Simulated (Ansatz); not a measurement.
## Redistribution: BH(CH3)F + B(CH3)2(NH2) → BH(CH3)(NH2) + B(CH3)2F

Species: BH(CH3)F, singlet; B(CH3)2(NH2), singlet; BH(CH3)(NH2), singlet; B(CH3)2F, singlet. The partners trade F for NH2; both sit on B, so the bond types are kept.

Shapes, held fixed at every level: PBE0-D4/def2-TZVP. Programs: Ansatz 0.2.0. The zero-point and thermal change to 298 K, harmonic and unscaled (PBE0-D4/def2-TZVP), is 0.0 kJ/mol.

```
                level                    kind  ΔH(298 K) (kJ/mol)  less CCSD(T)/CBS estimate
          HF/def2-SVP            Hartree–Fock               -12.9                       -2.9
 r2SCAN-D4/def2-TZVPP                meta-GGA               -12.9                       -2.9
r2SCAN0-D4/def2-TZVPP           global hybrid               -12.6                       -2.6
   wB97M-V/def2-TZVPP  range-separated hybrid               -12.2                       -2.2
       MP2/def2-TZVPP     perturbation theory                -9.2                       +0.8
   CCSD(T)/def2-TZVPP   coupled cluster or CI               -10.3                       -0.3
      CCSD/def2-TZVPP   coupled cluster or CI               -10.6                       -0.6
 CCSD(T)/CBS estimate   coupled cluster or CI               -10.0                        0.0
```

The highest level, CCSD(T)/CBS estimate, gives ΔH(298 K) = -10.0 kJ/mol; the levels span -12.9 to -9.2. The column of differences is taken from that level and isn't an error. No measured value is set beside it here. The CBS estimate extrapolates MP2 from def2-TZVPP and def2-QZVPP and adds CCSD(T) − MP2 in the triple-zeta set, cores frozen.

The exchange is modestly exothermic at every level: amino prefers the boron bearing hydrogen and one methyl, fluorine the boron bearing two methyls. Since the B–F and B–N bond types are conserved, the enthalpy measures how the substituents influence one another, not a difference in intrinsic bond strength. The likely origin is competition for boron's empty p orbital. Nitrogen is the stronger π donor and largely satisfies boron's demand, so a second methyl adds little through hyperconjugation; beside the weaker donor fluorine, it is worth more. Relief of crowding between methyl and the planar amino group may act in the same direction.

The small shift from CCSD to CCSD(T) suggests no serious multireference character. The density functionals all exaggerate the preference relative to coupled cluster, perhaps through an imbalance in describing π donation and short-range contacts, but its sign is secure. The result concerns the separate monomers, and association through B–N–B or B–H–B bridges could alter the balance in a condensed phase.
